Q: In this radical a boron atom sits between oxygen and phosphorus, and the calculation puts most of the unpaired electron on it. May I read the hyperfine couplings of the other atoms as a measure of how much spin has leaked away from boron?

A: Compare the couplings with the populations.

Mulliken spin populations and hyperfine couplings (11B, 17O, 1H, 29Si, 31P) of the doublet radical [SiH3]O[B]P[SiH3]: PySCF 2.14.0, unrestricted B3LYP/pcH-1, density fitting, mean-field spin-orbit, gas phase, GFN2-xTB geometry. Atoms are numbered in SMILES order, hydrogens last; each SiH3 group's hydrogens are averaged. The dipolar part is the most positive principal value.

```
atom  bonded to  spin population (e)  A iso (MHz)  largest dipolar part (MHz)
 Si1    H H H O                0.030        -16.6                         3.4
  O2       B Si                0.027        -64.2                        15.0
  B3        O P                0.846        426.9                        68.4
  P4     B H Si                0.048        309.6                        83.0
 Si5    H H H P               -0.006        -13.5                         0.9
  H6         Si                0.003          4.0                         2.8
  H9          P                0.044         52.5                         6.1
 H10         Si                0.001         -0.7                         2.8
```

"A iso" is the isotropic coupling between the electron spin and a nucleus. "Spin population" is the surplus of one spin direction that a Mulliken analysis assigns to the whole atom. Your reading fails at phosphorus, which has a population of 0.048 against boron's 0.846. Its coupling is nevertheless 310 MHz, nearly three quarters of boron's 427 MHz.

Q: Nuclei differ as magnets. Could the phosphorus nucleus simply be a much stronger one?

A: What counts for these couplings is the magnetic moment per unit of nuclear spin. By that measure phosphorus is stronger than boron, but only by a factor of 1.26. That follows from dividing each coupling by the spin density at the nucleus, which the same calculation provides. Scaling boron's coupling by population alone predicts 24 MHz for phosphorus. Including the nuclear magnet raises this to 31 MHz, which is still ten times too small.

Q: That comparison leans entirely on boron. Is there an independent one?

A: Take H9, the hydrogen bonded to phosphorus. Its population, 0.044, is almost the same as that of phosphorus, and the proton is the stronger magnet of the two. If population and magnet strength settled the matter, H9 would have the larger coupling. It has 52 MHz, about a sixth of the phosphorus value. H9's coupling would change if the P–H bond turned about the B–P bond, so the comparison holds for this one conformer.

Q: Then what does the nucleus respond to, if not the spin on its atom?

A: The isotropic coupling measures the spin density at one point, the nucleus itself. Consider two limits. An electron in a pure p orbital has a node there and contributes no direct coupling, however large its population. An electron in a pure s orbital has its density peak there and contributes fully.

The free hydrogen atom is the simplest example of the second limit. Its one electron is in an s orbital and gives roughly 1400 MHz, a recalled value. Multiplying by H9's population of 0.044 gives about 62 MHz, close to the computed 52 MHz. The analogy works for a bonded hydrogen because its valence shell is a single s orbital. Boron and phosphorus also have p orbitals, so for them we must know what share of the spin is of s type.

Q: How large is that share on boron?

A: The shape of the molecule gives an estimate. If O–B–P were straight, the two bonds would use up boron's s orbital and leave the unpaired electron in a pure p orbital. At 120° boron would have three equal hybrids, each with one third s character. The actual angle is 128°, so the share should lie between zero and one third, nearer the upper end.

To get a number, treat the two bonding hybrids as alike, each with s share s. They must be orthogonal, which requires s + (1 − s) cos θ = 0, where θ is the bond angle. At 128° this gives s = 0.38, and the third hybrid keeps 1 − 2 × 0.38 = 0.24.

The coupling gives a second estimate. One full s electron on boron would give roughly 2500 MHz, again a recalled atomic value, so the share is 427/(0.846 × 2500) = 0.20. The two estimates agree to about a fifth, which supports the picture of a bent boron centre with its unpaired electron in a hybrid. The angle comes from a cheaper method than the couplings, so closer agreement would mean little.

Q: And what is different about an s electron on phosphorus?

A: It is far more concentrated at the nucleus. Outside the core, a valence electron of phosphorus feels a nuclear charge that the inner electrons largely screen. An s electron also penetrates the core, where it feels nearly the full charge of 15, and its density rises to a sharp peak. One full s electron on phosphorus gives roughly 13000 MHz, about five times boron's value. The stronger nuclear magnet accounts for only a small part of that; most of it is the sharper peak.

Q: Please work out the phosphorus coupling on that basis.

A: Multiply the population, the s share and the coupling of one full s electron. With boron's share carried over to phosphorus, this gives 0.048 × 0.20 × 13000 ≈ 125 MHz. The computed coupling is about 2.5 times as large, whereas the estimate from population and magnet strength was wrong by a factor of ten. Boron supplied the share, so its own agreement is built in, but the phosphorus coupling played no part in the estimate. Oxygen improves in much the same way, from a factor of 11 to about 2. Si1 hardly gains: its estimate goes from too small by a factor of 1.8 to too large by a factor of 1.7.

Q: Does the s-orbital estimate work for every nucleus?

A: No, and Si5 shows why. The ²⁹Si nucleus has a negative magnetic moment, so its coupling of −13.5 MHz means positive spin density at the nucleus. Yet its population is slightly negative, −0.006, and the estimate therefore has the wrong sign. A population is a sum over the whole atom, and when that sum is close to zero it is no guide to the density at one point. H10, with a population of only 0.001, gets the wrong sign too. The output after this text compares all three estimates for each kind of nucleus.

Q: You still owe me a factor of 2.5 at phosphorus. Perhaps its spin is simply richer in s character than boron's?

A: That can be tested without any population. Spin in an s orbital is spherical around its own nucleus, so it adds to the isotropic coupling but not to the dipolar one. Spin in a p orbital does the reverse. The ratio of isotropic to dipolar coupling therefore rises with the s share. A full s electron and a full p electron give nearly the same ratio on boron as on phosphorus, so the two atoms can be compared directly.

The ratio is 6.2 at boron and only 3.7 at phosphorus. If anything, then, the spin on phosphorus is poorer in s character. The table prints the most positive dipolar component, which for these two nuclei is also the largest in size; for oxygen and both silicon atoms it is not, so I leave them out of this test.

Q: Couldn't the phosphorus nucleus be feeling the large spin on boron from a distance? That would inflate its dipolar part and lower the ratio.

A: It does feel it, but weakly. Treating boron's spin as a point magnet one bond length away gives a dipolar part of order 10 MHz, against a total of 83 MHz. Subtracting it raises the ratio at phosphorus only to about 4, still well below boron's.

Q: If the spin on phosphorus isn't richer in s, what is left to explain the factor?

A: The population itself is the likely culprit. Read together, the isotropic and dipolar couplings point to roughly an eighth of an electron spin on phosphorus, between two and three times what the Mulliken analysis assigns. Even with that much spin, population and magnet strength alone would give less than a third of the computed coupling, so the sharper s peak is still needed. One possible reason is that this analysis splits the density shared by two bonded atoms equally between them, whatever its true distribution. Another is that opposite spins in different phosphorus orbitals partly cancel in the sum. The ratio would then be a less certain guide to the s share, because opposite spins in p orbitals at right angles can reinforce each other in the dipolar part. I can't tell you which of the two is at work here.

Q: How should I think about a similar radical, then?

A: Ask first what kind of orbital holds the spin on each atom, and only then how much spin is there. Suppose the O–B–P angle opened towards a straight line while boron kept its population. The s share would shrink, and boron's isotropic coupling would fall with it. A heavier neighbour can show a large coupling with little spin, because even a small amount of s spin is strongly concentrated at its nucleus.

The analysis program printed:

```
Isotropic coupling in MHz and three predictions:
  row  computed  population only  population and nuclear magnet  population and s orbital  spin density at nucleus (a.u.)
  Si1     -16.6            15.14                         -9.346                    -27.85                         0.01875
   O2     -64.2            13.62                         -5.752                    -28.88                          0.1061
   B3     426.9            426.9                          426.9                     426.9                          0.2977
   P4     309.6            24.22                          30.52                       126                          0.1714
  Si5     -13.5           -3.028                          1.882                     5.571                         0.01515
   H6         4            1.514                          4.736                       4.2                       0.0008918
   H9      52.5             22.2                          69.26                      61.6                         0.01174
  H10      -0.7           0.5046                          1.524                       1.4                      -0.0001616
Coupling of P4 over B3: 0.7252
Spin population of P4 over B3: 0.05674
Coupling per unit of population, P4 over B3: 12.78
Strength of nuclear magnet, P over B: 1.26
Strength of nuclear magnet, P over H: 0.4039
Coupling of P4 over H9: 5.897
Spin density at nucleus, P4 over H9: 14.6
P4 computed over population-and-magnet prediction: 10.14
P4 computed over s-orbital prediction: 2.458
O2 computed over population-and-magnet prediction: 11.16
O2 computed over s-orbital prediction: 2.223
Isotropic over dipolar coupling at B3: 6.241
Isotropic over dipolar coupling at P4: 3.73
Rough dipolar part at P4 from spin on boron (MHz): 8.268
Isotropic over dipolar coupling at P4 without that part: 4.143
Rough s-to-p spin ratio at B3: 0.3245
Rough s-to-p spin ratio at P4 without boron part: 0.2326
Rough s plus p spin at P4 from couplings (e): 0.1262
Angle O-B-P (degrees): 127.9
s share of third boron hybrid from the angle: 0.2393
s share of boron spin from its coupling: 0.2018
```
